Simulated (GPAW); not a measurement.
## KTaO3: changing the Hubbard U on Ta d

```
Ta K O
1.0
     3.98830    0.00000    0.00000
     0.00000    3.98830    0.00000
     0.00000    0.00000    3.98830
Ta K O
1 1 3
Direct
  0.00000 0.00000 0.00000
  0.50000 0.50000 0.50000
  0.00000 0.00000 0.50000
  0.00000 0.50000 0.00000
  0.50000 0.00000 0.00000
```

The cell comes from a database or a generator and needn't be the form met in nature.

Kept alike: task band structure; functional PBEsol; k mesh 7 × 7 × 7; occupations fermi-dirac, width 0.05 eV; no spin polarisation. Program: GPAW, PAW data sets generated for this functional, cutoff 800 eV. The mesh is that of the run's cell of 5 atoms. No spin-orbit coupling.

| Hubbard U on Ta d, U (eV) | band gap (eV) | pressure (GPa) |
| --- | --- | --- |
| 0 | 2.087 | -0.07 |
| 1 | 2.253 | 0.70 |
| 2 | 2.434 | 1.51 |
| 3 | 2.630 | 2.35 |
| 4 | 2.843 | 3.24 |
| 6 | 3.320 | 5.13 |
| 8 | 3.857 | 7.18 |

Pressure is positive in compression; the values hold the error of the finite cutoff, so their zero can differ a little from the energy's minimum. U acts here on a shell without spin polarisation. How U acts hangs on the program's projectors. Gaps are the smaller of the mesh's and the band path's.

The band gap rises from 2.087 to 3.857 eV between 0 and 8 eV. U pushes filled shell states down and empty ones up. The mean slope is +0.22 eV per eV of U. The pressure rises from -0.07 to 7.18 GPa between 0 and 8 eV. U localises the shell and weakens its bonds, so the cell pushes outwards.

The gap widens because KTaO3 is a formally d0 oxide: its valence band edge is mainly O 2p and its conduction band edge Ta 5d t2g, so U acts chiefly by raising the empty d states. Both gap and pressure climb faster per eV of U at each successive step. This suggests a feedback, in which raising the d levels reduces their covalent mixing with O 2p, lowers the residual d occupation and so strengthens the upward shift. The same loss of Ta–O covalency accounts for the outward push of the lattice.

Without U the gap falls well below experiment, as expected of a semilocal functional. The measured gap is reached only between U values of 6 and 8 eV, but that match doesn't establish strong on-site correlation in a broad, nearly empty 5d shell. It also comes with a pressure of several GPa, so a U fitted to the gap would probably overexpand the lattice. The gap at each U's own equilibrium volume remains undetermined.
